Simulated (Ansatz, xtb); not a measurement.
## Two isomers of C2H10Si2

Structure X: `C[SiH2]C[SiH3]`, a singlet. Structure Y: `C[SiH2][SiH2]C`, a singlet. Both are isolated molecules in the gas phase, relaxed with PBE-D3(BJ)/def2-SVP; the shapes shown needn't be the lowest conformers.

X (Å):

```
atom    x (Å)    y (Å)    z (Å)
   C  -2.1895  -0.5204  -0.1317
   C   0.4581   0.8464  -1.0952
  Si  -0.8619  -0.4628  -1.4758
  Si   1.4085   0.5981   0.5215
   H  -2.6848   0.4662  -0.0236
   H  -1.7542  -0.7931   0.8510
   H  -2.9688  -1.2686  -0.3807
   H  -0.1932  -1.8096  -1.5921
   H  -1.5021  -0.1535  -2.8066
   H  -0.0241   1.8481  -1.0748
   H   1.1898   0.8622  -1.9320
   H   2.0700  -0.7547   0.5393
   H   2.4732   1.6493   0.6969
   H   0.4773   0.6779   1.7029
```

Y (Å):

```yaml
atoms:
  - { symbol: C, position_ang: [-2.4200, -0.2829, -0.4917] }
  - { symbol: C, position_ang: [1.3954, 0.1030, 0.9132] }
  - { symbol: Si, position_ang: [-0.9371, -0.2997, -1.6789] }
  - { symbol: Si, position_ang: [0.8871, 0.8649, -0.7511] }
  - { symbol: H, position_ang: [-2.7507, 0.7564, -0.2935] }
  - { symbol: H, position_ang: [-3.2762, -0.8435, -0.9179] }
  - { symbol: H, position_ang: [-2.1518, -0.7494, 0.4778] }
  - { symbol: H, position_ang: [-0.5217, -1.7260, -1.9521] }
  - { symbol: H, position_ang: [-1.3259, 0.3143, -3.0012] }
  - { symbol: H, position_ang: [2.0545, 0.8462, -1.7069] }
  - { symbol: H, position_ang: [0.4961, 2.3098, -0.5496] }
  - { symbol: H, position_ang: [0.5505, 0.1285, 1.6308] }
  - { symbol: H, position_ang: [2.2441, 0.6580, 1.3612] }
  - { symbol: H, position_ang: [1.7034, -0.9538, 0.7818] }
```

Task: Estimate E(Y) − E(X) at the level CCSD(T)/def2-SVP + ΔMP2/def2-TZVPP.

Result: Calculated at CCSD(T)/def2-SVP + ΔMP2/def2-TZVPP: E(Y) − E(X) = +0.090 eV, so structure X lies lower.

The same difference at several levels:

| level | geometry | E(Y) − E(X) (eV) | departure from the last row (eV) | job, with rough time for the two |
| --- | --- | --- | --- | --- |
| GFN2-xTB | GFN2-xTB | +0.280 | +0.190 | optimisation, 0.17 s |
| HF/STO-3G | GFN2-xTB | −0.141 | −0.231 | single point, 0.88 s |
| r2SCAN-D4/def2-SVP | GFN2-xTB | +0.043 | −0.047 | single point, 4.9 s |
| PBE-D3(BJ)/def2-SVP | PBE-D3(BJ)/def2-SVP | −0.060 | −0.151 | optimisation, 30 s |
| HF/def2-SVP | PBE-D3(BJ)/def2-SVP | +0.113 | +0.023 | part of the CCSD(T) run |
| MP2/def2-SVP | PBE-D3(BJ)/def2-SVP | +0.117 | +0.027 | part of the CCSD(T) run |
| CCSD(T)/def2-SVP | PBE-D3(BJ)/def2-SVP | +0.067 | −0.023 | single point |
| CCSD(T)/def2-SVP + ΔMP2/def2-TZVPP | PBE-D3(BJ)/def2-SVP | +0.090 |  | single point, 37 s |

As drawn, Y has 1 Si–Si, 1 C–H in place of 1 C–Si, 1 Si–H.

HF/STO-3G, PBE-D3(BJ)/def2-SVP put the two in the other order. The largest departure from CCSD(T)/def2-SVP + ΔMP2/def2-TZVPP is that of HF/STO-3G, 0.231 eV. The last row adds to CCSD(T) the change of the MP2 difference between the two basis sets, here +0.023 eV.

With harmonic frequencies from PBE-D3(BJ)/def2-SVP (ideal gas, rigid rotor, one conformer each, 298.15 K, 1 atm): on the last row, ΔE + ΔZPE = +0.136 eV. A mode under 50 cm⁻¹ makes harmonic enthalpies and free energies unreliable, so none is given.

The correlated steps freeze 12 core orbitals. Run with Ansatz 0.2.0, xtb 6.7.1; the last row on 2 threads of Arm Neoverse V1 on a shared host.

The carbosilane X lies below the disilane Y by only +0.090 eV, a small remainder of two opposing bond preferences. Going from Y to X replaces a weak Si–Si bond with a stronger, polar Si–C bond, where carbon's compact valence orbitals and higher electronegativity help. The price is a strong C–H bond exchanged for a weaker Si–H bond, which cancels much of the gain. The direction matches the known thermal rearrangement of methylated disilanes to carbosilanes.

Zero-point motion widens the gap to +0.136 eV, as expected when Y holds the additional stiff C–H oscillator and X the softer Si–H one. With so close a balance, modest errors in the relative bond energies can reverse the order. PBE does so at the same geometries where HF, MP2 and CCSD(T) in the same basis all favour X, which probably reflects its semilocal treatment of the bond exchange rather than the structures. The energy difference says nothing about the barrier to interconversion, which requires a hydrogen shift as well as skeletal rearrangement.
